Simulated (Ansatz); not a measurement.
**SiH3Br (SMILES [SiH3]Br): the energy, rung by rung**

SiH3Br has 5 atoms, charge 0, and is taken as a singlet. As SMILES, `[SiH3]Br`. The shape is that of a PBE0-D4/def2-TZVP optimisation.

```jsonl
{"atom": "Si", "x (Å)": "-0.1474", "y (Å)": "0.0561", "z (Å)": "-0.0432"}
{"atom": "Br", "x (Å)": "1.8530", "y (Å)": "-0.7051", "z (Å)": "0.5433"}
{"atom": "H", "x (Å)": "-1.0646", "y (Å)": "-0.1052", "z (Å)": "1.1079"}
{"atom": "H", "x (Å)": "-0.6256", "y (Å)": "-0.7313", "z (Å)": "-1.2023"}
{"atom": "H", "x (Å)": "-0.0155", "y (Å)": "1.4856", "z (Å)": "-0.4056"}
```

Quantity: the energy change with the Si1–H3 bond stretched from 1.481 to 2.221 Å, in eV. The values are calculated.

```json
{"level": "PBE/STO-3G (restricted)", "kind": "GGA", "program": "Ansatz", "value (eV)": "2.88", "less FCI/STO-3G": "-0.02", "CPU time (all runs)": "3 s"}
{"level": "B3LYP/STO-3G (restricted)", "kind": "global hybrid", "program": "Ansatz", "value (eV)": "3.11", "less FCI/STO-3G": "+0.21", "CPU time (all runs)": "2.8 s"}
{"level": "r2SCAN0/STO-3G (restricted)", "kind": "hybrid meta-GGA", "program": "Ansatz", "value (eV)": "3.38", "less FCI/STO-3G": "+0.48", "CPU time (all runs)": "7.7 s"}
{"level": "wB97X/STO-3G (restricted)", "kind": "range-separated hybrid", "program": "Ansatz", "value (eV)": "3.44", "less FCI/STO-3G": "+0.54", "CPU time (all runs)": "13 s"}
{"level": "B2PLYP/STO-3G (restricted)", "kind": "double hybrid", "program": "Ansatz", "value (eV)": "3.29", "less FCI/STO-3G": "+0.39", "CPU time (all runs)": "3.9 s"}
{"level": "CCSD/STO-3G (restricted)", "kind": "coupled cluster or CI", "program": "Ansatz", "value (eV)": "2.94", "less FCI/STO-3G": "+0.04", "CPU time (all runs)": "0.69 s"}
{"level": "CCSDT(Q)/STO-3G (restricted)", "kind": "coupled cluster or CI", "program": "Ansatz", "value (eV)": "2.90", "less FCI/STO-3G": "0.00", "CPU time (all runs)": "2.7 s"}
{"level": "FCI/STO-3G", "kind": "exact in the basis", "program": "Ansatz", "value (eV)": "2.90", "less FCI/STO-3G": "0.00", "CPU time (all runs)": "9.9 s"}
```

FCI/STO-3G is exact within its basis and frozen core, so for wave-function methods in that basis the difference is their error; functionals converge differently with the basis, so for them it is only a difference. All-electron rows without a relativistic Hamiltonian named are non-relativistic. The first shape isn't each level's own minimum. The values span 2.88 to 3.44 eV. All rows use very small basis sets, so none should be taken for the real molecule's value. In the correlated wave-function rows the outer d shell of Br is correlated, in sets not made for it. Times are those of the runs behind each value, whatever else they computed, on shared processors of several kinds: orders of magnitude only.

Stretching the Si–H bond costs 2.90 eV at the FCI level, and CCSD already comes within 0.04 eV of that. As the bond lengthens, the σ and σ* orbitals approach each other in energy, and the doubly excited σ*² configuration gains weight. For a single bond this is essentially a two-electron problem, which CCSD describes well through its double excitations. The small remainder reflects the coupling of that pair to the other valence electrons, and CCSDT(Q) removes it to the printed precision.

The functionals spread far more widely, from PBE at 2.88 eV to wB97X at 3.44 eV. All those containing exact exchange lie above PBE, probably because a restricted determinant keeps too much ionic character in the stretched bond, a fault that semilocal exchange partly offsets. The order doesn't simply follow the exchange fraction, however: B2PLYP has more than r2SCAN0 yet gives a lower value. PBE's closeness to FCI at this one stretch doesn't establish that it would follow the curve to separated SiH2Br and H.
